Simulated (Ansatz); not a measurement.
# A series in volume ratio on TaGa2

Results calculated with Ansatz 0.2.0, not measured. Plane-wave density functional theory, PAW datasets, Gaussian smearing 0.05 eV: equation of state, the given cell scaled in volume with shape and atoms relaxed at each volume.

The cell before it is scaled or strained (space group Fm-3m, No. 225):
```
cell vectors (Å)
   0.0000     3.0709     3.0709
   3.0709     0.0000     3.0709
   3.0709     3.0709     0.0000
atoms (fractions of the cell vectors)
Ta  0.00000  0.00000  0.00000
Ga  0.25000  0.25000  0.25000
Ga  0.75000  0.75000  0.75000
```

Settings of every row: paw set soft_2; functional PBEsol; spin treatment none; moment partition spheres; spin axis none; wave cutoff 420 eV; k mesh 10x10x10; symmetry use detected.

Atom hubbard u: 0 on all atoms.

Limits: no spin-orbit coupling, which can matter with elements this heavy; the cell comes from a prototype or a list of computed structures and needn't be the stable phase.

| row | volume ratio | V (Å³/atom) | pressure (GPa) | energy above given cell (meV per atom) |
| --- | --- | --- | --- | --- |
| 1 | 0.96 | 18.535 | 4.456 | 10.16 |
| 2 | 0.98 | 18.921 | 2.124 | 2.43 |
| 3 | 1 | 19.307 | 0.011 | 0 |
| 4 | 1.02 | 19.693 | ? | ? |
| 5 | 1.04 | 20.08 | -3.545 | 9.16 |

Question: what pressure and energy above given cell should row 4 give?

Worked fit of pressure. Take u = (V_r/V)^(2/3) − 1 with V_r = 19.114 Å³ an atom, which is twice the finite (Eulerian) strain; such expansions in the strain, on which the Birch-Murnaghan equation of state is built, carry the rest volume and the bulk modulus. The shown rows have u = 0.02072, 0.00679, -0.00668, -0.03233. Least squares give pressure = 1.0383 + 155.972 × u + 438.55 × u² GPa; a straight line predicts inner rows, each left out in turn, worse (root mean square 0.19 against 0.013 GPa). The rows lie off it by -0.002, 0.006, -0.005, 0.001 (root mean square 0.0041 GPa). The pressure vanishes at u = -0.0068, or V = 19.31 Å³ an atom, and there the bulk modulus with shape and atoms relaxed is B = −V dP/dV = (2/3)(1 + u) dP/du = 99.3 GPa. The withheld row has u = -0.0197, so the fit gives 1.0383 + 155.972 × (-0.0197) + 438.55 × (-0.0197)² = -1.864 GPa.

The calculation gave -1.898 GPa. The fit lies 0.034 GPa (1.8 % of the value, 0.42 % of the column's range) above it; its largest miss of a shown row is 0.006 GPa.

Worked fit of energy above given cell. Take u = (V_r/V)^(2/3) − 1 with V_r = 19.114 Å³ an atom, which is twice the finite (Eulerian) strain; such expansions in the strain, on which the Birch-Murnaghan equation of state is built, carry the rest volume and the bulk modulus. The shown rows have u = 0.02072, 0.00679, -0.00668, -0.03233. Least squares give energy above given cell = 0.582 + 178.15 × u + 13715.9 × u² meV per atom; a straight line predicts inner rows, each left out in turn, worse (root mean square 6 against 0.011 meV per atom). The rows lie off it by 0.00, 0.01, 0.00, 0.00. Its lowest point lies at u = -0.0065, or V = 19.3 Å³ an atom, and the curvature there gives the bulk modulus with shape and atoms relaxed, B = (4/9)(1 + u)² E″(u)/V = 99.9 GPa. The withheld row has u = -0.0197, so the fit gives 0.582 + 178.15 × (-0.0197) + 13715.9 × (-0.0197)² = 2.40 meV per atom.

The calculation gave 2.45 meV per atom. The fit lies 0.05 meV per atom (2 % of the value, 0.49 % of the column's range) below it; its largest miss of a shown row is 0.01 meV per atom.
